Straining a crystal of hydrogen chains: which parts of the energy map carry physics

The crystal below is a square array of straight, evenly spaced hydrogen chains. Atoms sit about 1 Å apart along a chain and the chains stand 2.65 Å apart, so the cell holds no H2 molecules, whose bond is roughly 0.7 Å (a recalled value). Strains of a few per cent move the energy by meV to tens of meV per atom and the pressure by anything from under 1 to over 10 GPa. One conversion serves throughout: 1 meV in the cell volume V = a²c = 6.89 Å³ is 0.023 GPa.

Ansatz 0.2.0, plane-wave PAW, scalar-relativistic PBEsol without spin polarisation, for H in P4/mmm (1 atom per cell, a = 2.650, c = 0.981 Å, not relaxed at this level). Cutoff 420 eV, Gamma-centred 10×10×26 k mesh, Gaussian smearing 0.05 eV. Rows 1 to 5: in-plane strain −0.08, −0.04, 0, 0.04, 0.08; free energies relative to the unstrained cell; pressure positive in compression.

```
strain zz  energy change row 1 (meV/atom)  energy change row 2 (meV/atom)  energy change row 3 (meV/atom)  energy change row 4 (meV/atom)  energy change row 5 (meV/atom)  pressure row 1 (GPa)  pressure row 2 (GPa)  pressure row 3 (GPa)  pressure row 4 (GPa)
    -0.08                            75.3                            66.2                            60.5                            57.1                            55.1                 16.13                 14.26                 12.77                 11.56
    -0.04                            31.1                            22.5                            16.0                            12.0                             9.7                  8.65                  7.68                  6.68                  5.92
        0                            13.0                             6.9                             0.0                            -4.5                            -7.2                  2.69                  2.35                  1.85                  1.44
     0.04                            16.9                            12.2                             6.6                             1.6                            -1.6                 -1.88                 -2.06                 -2.00                 -2.12
     0.08                            38.0                            33.9                            30.5                            25.7                            22.1                 -5.64                 -5.52                 -5.22                 -4.93
```

The results are from PBEsol without spin. Write z for strain zz, the strain along the chains, and x for the equal strain of both in-plane axes; "row 1" to "row 5" in the column heads mean x = −0.08, −0.04, 0, +0.04 and +0.08. E(x, z) is the energy change from the unstrained cell, P is the pressure, positive in compression, and E_x, E_zz and so on are derivatives of E.

(a) Is the crystal stiffer along the chains or across them, by how much, and why?

Solution. Along z each atom shares its electron with two close neighbours, and strain stretches a chemical bond. Across the chains only the tails of the 1s orbitals meet, and overlap falls exponentially with distance. This is standard bonding physics, and the table shows its size through the curvature at the centre:

E_zz ≈ (16.0 + 6.6 − 2×0.0) meV / 0.04² = 14.1 eV
C33 = E_zz / V = 14.1 eV / 6.89 Å³ ≈ 330 GPa

Two axes are strained in plane, so E_xx = 2V(C11 + C12). This sum comes out as 20 GPa from a quartic through all five points at z = 0, and as 11 GPa from the centre and the two outer points alone. Measured against this sum, the chain direction is 17 to 31 times stiffer; equal strain of both in-plane axes does not give C11 alone. The spread shows that the in-plane curve is far from a parabola, and part of its shape comes from the k mesh, as (e) explains.

(b) At x = 0, compressing the chain by 8 % costs 60.5 meV and stretching it 30.5 meV. Where does the asymmetry come from?

Solution. Two effects add. The starting bond is a little short, so E has a slope at z = 0, and a bond resists compression more than stretching, so E has a cubic term. The odd part of the curve and the slope from the five-point formula separate them:

odd part = (60.5 − 30.5) / 2 = 15.0 meV
E_z = [8(6.6 − 16.0) − (30.5 − 60.5)] meV / (12×0.04) = −94.2 meV
slope part = 94.2 × 0.08 = 7.5 meV

Half of the asymmetry is thus the offset of the minimum and half is anharmonicity. Least-squares parabolas in z miss the five energies of each x by up to 2.49 meV, while cubics miss by at most 0.23 meV. A Morse bond has the inverse range α = −E_zzz / (3c E_zz), which lies between 1.7 and 2.4 Å⁻¹ over the five values of x.

(c) The unstrained cell is at 1.85 GPa. Can that be recovered from the energies, and how far is the cell from equilibrium in each direction?

Solution. Pressure is the mean push on the three pairs of cell faces, and each push is an energy slope divided by the volume. With V′ the strained volume, no parameter enters:

P = −[(1 + x) E_x + (1 + z) E_z] / (3V′)
E_x = [8(−4.5 − 6.9) − (−7.2 − 13.0)] meV / (12×0.04) = −147.9 meV
P(0, 0) = (147.9 + 94.2) meV / (3 × 6.89 Å³) = 1.88 GPa

This agrees with the table to 0.03 GPa, which shows that stress and energy of the same calculation are consistent, and says nothing about k-point convergence. The push is 2.19 GPa along z and 1.72 GPa along each in-plane axis. Similar pushes on very different stiffnesses give very different distances to equilibrium:

Δz ≈ 2.19 / 330 ≈ 0.007
Δx ≈ 1.72 / 20 ≈ 0.09

The chain wants to lengthen by under one per cent, and quartic interpolation puts the best bond at 0.99 Å for every x. On this mesh the plane wants to expand beyond the scan, and indeed E falls with x at every step and every z. No in-plane minimum is bracketed, so the in-plane constants are curvatures of a stressed cell, not equilibrium moduli.

(d) The same calculation reports a band gap on the mesh at 12 of the 25 points, up to 1.91 eV at x = +0.08, z = −0.08. Is this a metal–insulator transition?

Solution. It is not. One electron per cell without spin polarisation half fills the 1s band, so the crystal is a metal at every point. The band is steep along the chain and is cut by the Fermi level near kz = ±1/4 in reciprocal-lattice units. The mesh has planes at kz = j/26, and the 13 planes with |j| ≤ 6 hold exactly one electron per cell when full. If every state of plane 6 lies below every state of plane 7, the filling looks like a closed shell.

Let S be the energy step from plane 6 to plane 7 and W the width of the band within one plane, which comes from hopping between chains. The apparent gap is S − W when that is positive. For free electrons along a chain of spacing c′ = c(1 + z), with ħ²/m = 7.62 eV Å²:

S = (ħ²/2m)(2π / 26c′)²(7² − 6²) = π²ħ² / (26 m c′²)
z = −0.08: c′ = 0.9025 Å, S = 7.62 × 9.87 / (26 × 0.8145) = 3.55 eV

Short bonds raise S and distant chains lower W, and the nonzero gaps do grow towards small z and large x without exception. At the centre S is 60 times the smearing width, so the smearing does not bridge the step. W was inferred as S minus the gap, and ln W was fitted by least squares, linear in x and z, to the 12 gapped points:

W = 2.69 eV × exp(−4.92 x + 1.23 z)

Three constants reproduce the twelve gaps within 0.012 eV. This is a fit and not a test, and any error of the free-electron S passes into W. The model errs on points with a small S − W, up to 0.32 eV at the centre, where the reported gap is zero. That smearing tails hide such small gaps is a guess. The centre is effectively closed-shell on the mesh all the same: extrapolation to zero smearing shifts the energy changes from the centre to the twelve gapped points by only about 4×10⁻¹⁰ eV, the same amount at all twelve. The centre thus carries a trace of partial filling that they lack, far too small to matter for the energies.

(e) The energy drops between successive x are 9.1, 5.7, 3.4, 2.0 meV at z = −0.08 but 4.1, 3.4, 4.8, 3.6 meV at z = +0.08. Why is one sequence regular and the other not?

Solution. In the true metal, hopping between chains warps the two flat Fermi sheets: electrons leave the top of the in-plane band for its bottom at slightly larger kz, and the energy falls. Where W < S the mesh forbids this transfer. The in-plane band of each occupied plane is full, hopping gains nothing in first order, and what remains is closed-shell repulsion that decays exponentially. Where W > S part of the transfer is allowed, and the energy should drop below the repulsive curve.

The test is to extend the repulsive curve inward. The gapped points at z = −0.08 give a step ratio r = √(2.0/5.7) = 0.592, and each z is extended from its own outermost step by dividing by r. For z = −0.04, which took no part in fixing r:

predicted steps: 2.3 → 3.9 → 6.6 → 11.1 meV
table: 2.3, 4.0, 6.5, 8.6 meV

The first two predictions concern points with W < S and hold within rounding, while the third reaches x = −0.08, where W exceeds S, and fails. Over the 15 points with x ≤ 0, the five with W < S (two of them at the z that fixed r) lie within 0.1 meV of the extension and the ten with W > S all lie below it. The shortfall is near the rounding just past the threshold and grows to 21 meV at x = −0.08, z = +0.08. That last extension starts from a step with one ungapped end, so its size is rough.

The numbers show that the departure begins where W passes S. That warping causes it is argued, and a real softening of the repulsion between stretched chains may contribute; only a denser mesh would separate the two. The full gain can be estimated: a chain band shifted by ε against a common Fermi level sheds or takes gε electrons and gains gε²/2, with g the density of states per cell.

g = 2 spins × 2 sheets / (26 S) ≈ 0.05 eV⁻¹
⟨ε²⟩ = W²/16 ≈ 0.5 eV² for a square-lattice band
gain ≈ g⟨ε²⟩/2, of order 10 meV

This crude figure is comparable with the whole in-plane span of 20.2 meV at z = 0. It shrinks as the chains part, so a converged mesh should lower the compressed side relative to the expanded one and weaken the in-plane push. At z = 0 the same estimate falls from 12 meV at the centre to 5 meV at x = +0.08, about as much as the 7.2 meV by which E falls there. Whether the in-plane minimum really lies beyond the scan is therefore open.

(f) How strongly are x and z coupled, and does the map fix a Poisson ratio?

Solution. Coupling is the change of the in-plane slope with chain strain, E_xz = 2V C13, taken from the four corners of each square of the grid. It is weak: the largest |C13| of the 16 squares is 5.5 % of C33. The four squares with all corners gapped give −2.2 to −4.4 GPa, against a rounding error of up to 1.5 GPa. Squares at compressed x or stretched z, where the shortfall of (e) changes fast, reach +18 GPa, so the two groups do not form one trend.

The negative sign has a plain reading: stretched chains repel more strongly. A longer bond may leave the orbitals more extended, but this is argued only: the growth of W with z in (d) rests on the assumed free-electron S and cannot confirm it. In a stressed cell C13 as defined here also differs from a stress–strain coefficient by terms of the size of the stress, a few GPa.

For in-plane load with the chain free, E_z = 0 gives −dz/dx = 2C13/C33. The interpolated minima give +0.09 and +0.04 on the compressed side and about −0.02 to −0.03 on the expanded side. An isotropic solid with an ordinary Poisson ratio gives a value near one, so the chain length is nearly blind to the chain spacing, whatever the sign. For load along z, E_x = 0 gives the Poisson ratio C13/(C11 + C12), a ratio of two small, mesh-sensitive numbers. It is −0.26 from the gapped squares, −0.01 from the inner four and +0.19 from the whole map, so neither its size nor its sign is fixed.

(g) Which digits can be trusted, and what would a different mesh or cell change?

Solution. The properties of the chain are the firm ones within this model. C33 lies between 321 and 328 GPa at four values of x and is 301 GPa at x = −0.04, where W passes S between z = −0.04 and 0. At x = 0 it also passes S, near z = +0.04, without such a dip, so the cause of the low value is not settled. Two figures, 0.3 TPa and a bond of 0.99 Å rounded as they stand, are what the data support, with the further reservation that PBEsol ran on a PBE dataset.

In-plane energy differences are printed to 0.1 meV but are uncertain by several meV. Extrapolation to zero smearing shifts no energy change by more than 0.075 meV, so the free-energy correction is harmless although the sampling is coarse. The pressure formula of (c) misses by up to 0.48 GPa at x = −0.08, where a one-sided polynomial slope has to cross the change of filling. At z = +0.04 the pressures of the four rows lie within 0.24 GPa and out of order; points of changing filling are among them, so that order deserves no physical cause. That the rows cross at all is expected: at larger x the chain force is spread over a wider face, so both the push of a compressed chain and the pull of a stretched one count for less.

S scales as the inverse of the number of kz planes, and a number divisible by four puts a half-filled plane at kz = 1/4. By the argument of (d) the false gaps would then vanish, while convergence of the in-plane slope needs S well below W. The final chain spacing also depends on long-range dispersion, which PBEsol lacks, and on zero-point motion, which is large for hydrogen and outside this calculation.

The cell matters more than any of these. A uniform half-filled chain is the Peierls case: pairing the atoms opens a real gap at kz = ±1/4 and lowers the energy, which is the first step towards H2. One atom per cell forbids pairing, and alternating spins as well, at every strain. The smooth minimum along z describes a constrained chain and does not show that the structure is stable.
